A phosphorus pseudopotential was generated for the ion 3s² 3p² (charge +1) and tested, at the scalar-relativistic PBE level, in other valence configurations. The excitation energy E is the all-electron energy of a configuration relative to that reference. The excitation error is E(all-electron) minus E(pseudo). All configurations are spherical averages without spin polarisation, so Hund's-rule exchange is absent. A seventh test, 3s² 3p³·³, gave E = −11.036 eV.

Valence configurations of P in ld1.x 7.5 (PBE, scalar-relativistic), with energies relative to 3s2 3p2 (charge +1) and errors as all-electron minus pseudo. The separable Troullier-Martins pseudopotential has a [Ne] core, radii of 1.5 (s) and 1.82 bohr (p), the all-electron potential smoothed inside 1.24 bohr as local part, and no core correction. Candidates: 3s2 3p0, 3s2 3p3, 3s2 3p2.5, 3s1 3p4, 3s2 3p1, 3s1 3p0.

| row | excitation energy all-electron (eV) | excitation error (meV) |
| --- | --- | --- |
| A | -1.1955 | 0.8708 |
| B | 19.147 | 7.524 |
| C | 100.89 | 220.1 |
| D | -5.9547 | 1.320 |
| E | -9.7296 | 3.469 |
| F | 48.886 | 53.50 |

**(a) Assign the rows from the energies by ordering arguments alone. Which assignments are sure?**

*Solution.* Taking electrons from a cation costs energy, and each further electron costs more because it is less screened. Three candidates are more ionised than the reference and three energies are positive, so B is 3s² 3p¹, F is 3s² 3p⁰ and C is 3s¹ 3p⁰. These are sure.

Six arrangements of A, D and E remain. Moving an electron from 3s to 3p costs energy, so 3s¹ 3p⁴ lies above 3s² 3p³, which leaves three. To go further, let δ be the change in p occupation. Each added fraction of charge repels the next, so in a semilocal functional E(δ) should be convex and lie below its chords. The chord to the seventh test gives E(1) ≤ −11.036/1.3 = −8.49 eV, which only row E meets, so it is 3s² 3p³. The chord to row E gives E(0.5) ≤ −9.73/2 = −4.86 eV, which D meets and A does not. D is 3s² 3p²·⁵ and A is 3s¹ 3p⁴.

These three assignments rest on convexity, which is argued, not proved, and sign and order alone leave them ambiguous. The exact functional would give straight lines between integer electron numbers, which still satisfy both bounds; the curvature at fractional occupation belongs to PBE, and such occupations are not states of an isolated atom.

**(b) The same calculation puts the lowest pseudo levels at ε_s = −23.287 eV and ε_p = −14.215 eV. Build a one-parameter model, test the assignment, and say where the model fails.**

*Solution.* Janak's theorem says that ∂E/∂n is the orbital energy. If all levels rise at one rate U per added electron, then for occupation changes δs and δp

E = ε_s δs + ε_p δp + ½ U (δs + δp)².

The seventh test alone fixes U = 2(−11.036 + 1.3 × 14.215)/1.3² = 8.81 eV. For 3s¹ 3p⁴, which is not part of this fit, δs = −1 and δp = +2, so E = 23.29 − 28.43 + 4.40 = −0.74 eV. That lies near A (−1.20 eV) and far from D. For 3s² 3p²·⁵ the model gives −6.01 eV, against −5.95 eV for D. The assignment of (a) has the smallest rms misfit of all 720, which means only that the model puts the six energies in the right order, and the labels confirm it.

The rows with their labels:

| test configuration | test spin polarised | excitation energy all-electron (eV) | excitation error (meV) |
| --- | --- | --- | --- |
| 3s2 3p3 | no | -9.7296 | 3.469 |
| 3s2 3p1 | no | 19.147 | 7.524 |
| 3s2 3p0 | no | 48.886 | 53.50 |
| 3s2 3p2.5 | no | -5.9547 | 1.320 |
| 3s1 3p4 | no | -1.1955 | 0.8708 |
| 3s1 3p0 | no | 100.89 | 220.1 |
| 3s2 3p3.3 | no | -11.036 | 4.667 |

The model falls below the table for the three ions more highly charged than the reference, by 0.5, 2.8 and 9.5 eV. Orbitals contract as the charge rises, and electrons in a smaller orbital repel more strongly, so U is not constant. The numbers show this: removing electrons one by one from the neutral atom costs 9.73, 19.15, 29.74 and 52.00 eV, with increments of 9.42, 10.59 and 22.26 eV. The last jump contains the s–p gap, 9.07 eV at the reference. A cubic in δp, fitted freely to the five rows with a full 3s shell, holds them within 0.02 eV and returns a slope of −14.235 eV, so ε_p is indeed the slope. Carried over to the two unfitted rows with a 3s hole, with ε_s and ε_p as slopes and its quadratic and cubic terms applied to the total change of charge, it misses them by −0.54 and +1.38 eV, as expected if s–s, s–p and p–p repulsions differ; two rows could fit the two terms that involve 3s, but not test them. The first step, 9.73 eV, is not the PBE ionisation energy, because this 3p³ is not the quartet ground state.

**(c) Could the errors alone have identified the rows, and what sets their size and sign?**

*Solution.* Only in part. The potential is built to reproduce the levels at the reference, so by Janak's theorem the error should start at second order, as a mismatch in U. The mean of the errors at δp = ±1 is 5.50 meV; it also holds any quartic term, and a fit that includes one puts the δp² coefficient at 4.36 meV, so the mismatch is of order 10 meV in some 9 eV. The quadratic onset is argued rather than seen: between δp = 0.5 and 1.3 the error grows with local exponents of only 1.39 and 1.13, and a small linear term is not excluded. A rule that error grows with the change of charge places F and C and nothing else. B, E and A all differ from the reference by one electron, yet their errors span a factor of 8.6, and the smallest error belongs to A, not D.

The asymmetry between B (7.5 meV) and E (3.5 meV) has a plausible cause, not tested here. At the reference, pseudo and true orbitals differ only inside the radii; a contracting cation orbital moves weight into that region and an expanding one moves it out. Among the rows with a full 3s shell, error/δp² falls steadily from 13.4 meV at 3p⁰ to 2.8 meV at 3p³·³. A test at 3s² 3p¹·⁵ should cost about 8.3 eV by the cubic fit of (b), with an error of a meV or two. The form is not pinned down: terms in δp² and δp³ fitted to these five rows miss B by 2.5 meV, and adding a quartic or a linear term still leaves misfits of up to 0.5 or 0.8 meV respectively, far above the rounding. The output below lists the fits.

The small error of A is no proof that the s channel transfers well. Relative to neutral 3s² 3p³ the promotion has an error of −2.60 meV, which offsets most of the +3.47 meV of the added p electron.

Core relaxation cannot explain the positive sign: it lowers the all-electron energy away from the reference and pushes the error negative. The pseudised valence density and the missing core correction, which linearises exchange and correlation between core and valence, remain candidates that these rows do not separate. The second can weigh more in a spin-polarised atom. Even the largest error, 220 meV, is 0.22% of its excitation energy, but such agreement misses one fault: in a scattering test of the same potential, the s phase error changes by more than two radians within one rydberg, around 3 Ry, the mark of a spurious resonance. At all sampled negative energies it stays below a hundredth of a radian, but that is not small on this scale: near the s level the phase falls by more than a radian per rydberg, so a few thousandths of a radian correspond to tens of meV. These rows neither tie the resonance to the trend above nor rule a link out. Atomic tests of this kind bound the error in a solid without giving it.

Output of the analysis:

```
eps_s -23.287 eV, eps_p -14.215 eV, gap 9.072 eV, U from labelled row 8.809 eV
rounding floor: energies 0.00005-0.005 eV, errors 0.00005-0.05 meV
config charge | linear, model, table, table-model eV | err meV, err/|E| %, err/dq^2 meV
3s2 3p3    +0.0 |  -14.22   -9.81   -9.73  +0.08 |   3.469 0.036   3.47
3s2 3p1    +2.0 |   14.22   18.62   19.15  +0.53 |   7.524 0.039   7.52
3s2 3p0    +3.0 |   28.43   46.05   48.89  +2.84 |  53.500 0.109  13.38
3s2 3p2.5  +0.5 |   -7.11   -6.01   -5.95  +0.05 |   1.320 0.022   5.28
3s1 3p4    +0.0 |   -5.14   -0.74   -1.20  -0.46 |   0.871 0.073   0.87
3s1 3p0    +4.0 |   51.72   91.36  100.89  +9.53 | 220.100 0.218  24.46
3s2 3p3.3  -0.3 |  -18.48  -11.04  -11.04  +0.00 |   4.667 0.042   2.76
assignment rms 4.07 eV, misplaced: []
assignment rms 4.62 eV, misplaced: ['3s2 3p3', '3s2 3p2.5']
assignment rms 4.99 eV, misplaced: ['3s2 3p2.5', '3s1 3p4']
convexity bounds: E(3p3) <= -8.489 eV, E(3p2.5) <= -4.865 eV
of 720 assignments, left after 'cations positive and rising': 6
of 720 assignments, left after 'promotion costs energy': 3
of 720 assignments, left after 'convexity 3p3': 2
of 720 assignments, left after 'convexity 3p2.5': 1
p-only rows, dp = [ 1.  -1.  -2.   0.5  1.3]
cubic E fit: slope -14.235 eV (eps_p -14.215), U 9.388, c3 -0.205 eV
  residuals eV [ 0.016  0.013 -0.003  0.015 -0.013]
  dE/dn at dp=1.3: -3.07 eV
  s rows (not fitted) table-cubic: 3s1 3p4 -0.54, 3s1 3p0 +1.38 eV
removal steps charge 0->1->2->3->4, eV [ 9.73  19.147 29.739 52.004] increments [ 9.42 10.59 22.26]
error per step, meV [ -3.47   7.52  45.98 166.6 ]
neutral s->p promotion 8.534 eV, its error -2.60 meV
error at dp=+-1: even 5.50, odd -2.03 meV, ratio 2.17
|dq|=1 rows: largest/smallest error 8.6
local exponent of error 3s2 3p2.5 -> 3s2 3p3: 1.39
local exponent of error 3s2 3p3 -> 3s2 3p3.3: 1.13
local exponent of error 3s2 3p1 -> 3s2 3p0: 2.83
local exponent of error 3s2 3p0 -> 3s1 3p0: 3.49
error fit powers (2,): coef meV [11.15], resid meV [ -7.68  -3.62   8.91  -1.47 -14.17]
error fit powers (2, 3): coef meV [ 6.74 -3.26], resid meV [-0.01 -2.48  0.43  0.04  0.44]
error fit powers (2, 3, 4): coef meV [ 4.36 -2.44  1.03], resid meV [ 0.52 -0.31  0.03  0.47 -0.28]
error fit powers (1, 2, 3): coef meV [ 2.15  6.15 -4.13], resid meV [-0.69 -0.61  0.13 -0.77  0.57]
order by error: ['3s1 3p4', '3s2 3p2.5', '3s2 3p3', '3s2 3p3.3', '3s2 3p1', '3s2 3p0', '3s1 3p0']
```
